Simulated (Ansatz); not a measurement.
# A series in volume scale on ZnCu

All results are calculated (Ansatz 0.2.0). Free energy against uniform scaling of the volume at fixed shape and fractions; periodic cell, basis, potentials, k mesh and filling as listed.

The cell before it is scaled or strained (space group Pm-3m, No. 221):
```
CELL_PARAMETERS angstrom
2.94500 0.00000 0.00000
0.00000 2.94500 0.00000
0.00000 0.00000 2.94500
ATOMIC_POSITIONS crystal
Zn 0.50000 0.50000 0.50000
Cu 0.00000 0.00000 0.00000
```

Settings of every row: functional PBE; dispersion none; potentials PAW; wave cutoff 476.2 eV; density cutoff 1904.8 eV; k mesh 10x10x10; k shift 0x0x0; occupations methfessel paxton; smearing width 0.1 eV; spin none.

Limits: coarse k mesh, up to 40 meV an atom off.

| row | volume scale | V (Å³/atom) | energy above lowest point (meV/atom) |
| --- | --- | --- | --- |
| 1 | 0.9 | 11.494 | 82 |
| 2 | 0.925 | 11.813 | 48.5 |
| 3 | 0.95 | 12.132 | 24.8 |
| 4 | 0.975 | 12.452 | 9.5 |
| 5 | 1 | 12.771 | 1.6 |
| 6 | 1.025 | 13.09 | 0 |
| 7 | 1.05 | 13.41 | 3.9 |
| 8 | 1.075 | 13.729 | 12.4 |
| 9 | 1.1 | 14.048 | ? |

Question: what energy above lowest point should row 9 give?

Worked fit of energy above lowest point. Take u = (V_r/V)^(2/3) − 1 with V_r = 12.611 Å³ an atom, which is twice the finite (Eulerian) strain; such expansions in the strain, on which the Birch-Murnaghan equation of state is built, carry the rest volume and the bulk modulus. The shown rows have u = 0.06378, 0.04454, 0.02615, 0.00849, -0.00837, -0.02455, -0.04013, -0.05505. Least squares give energy above lowest point = 4.73 + 467.2 × u + 11323 × u² + 5458 × u³ meV/atom; a parabola predicts inner rows, each left out in turn, worse (root mean square 0.28 against 0.028 meV/atom). All shown rows lie on it to the printed digit. Its lowest point lies at u = -0.0209, or V = 13.02 Å³ an atom, and the curvature there gives the bulk modulus at fixed shape and fractions, B = (4/9)(1 + u)² E″(u)/V = 115 GPa. The withheld row has u = -0.06941, so the fit gives 4.73 + 467.2 × (-0.06941) + 11323 × (-0.06941)² + 5458 × (-0.06941)³ = 25.0 meV/atom.

The calculation gave 25.1 meV/atom. The fit lies 0.1 meV/atom (0.12 % of the column's range) below it, one unit of the last digit. This row lies beyond the range of the fit.
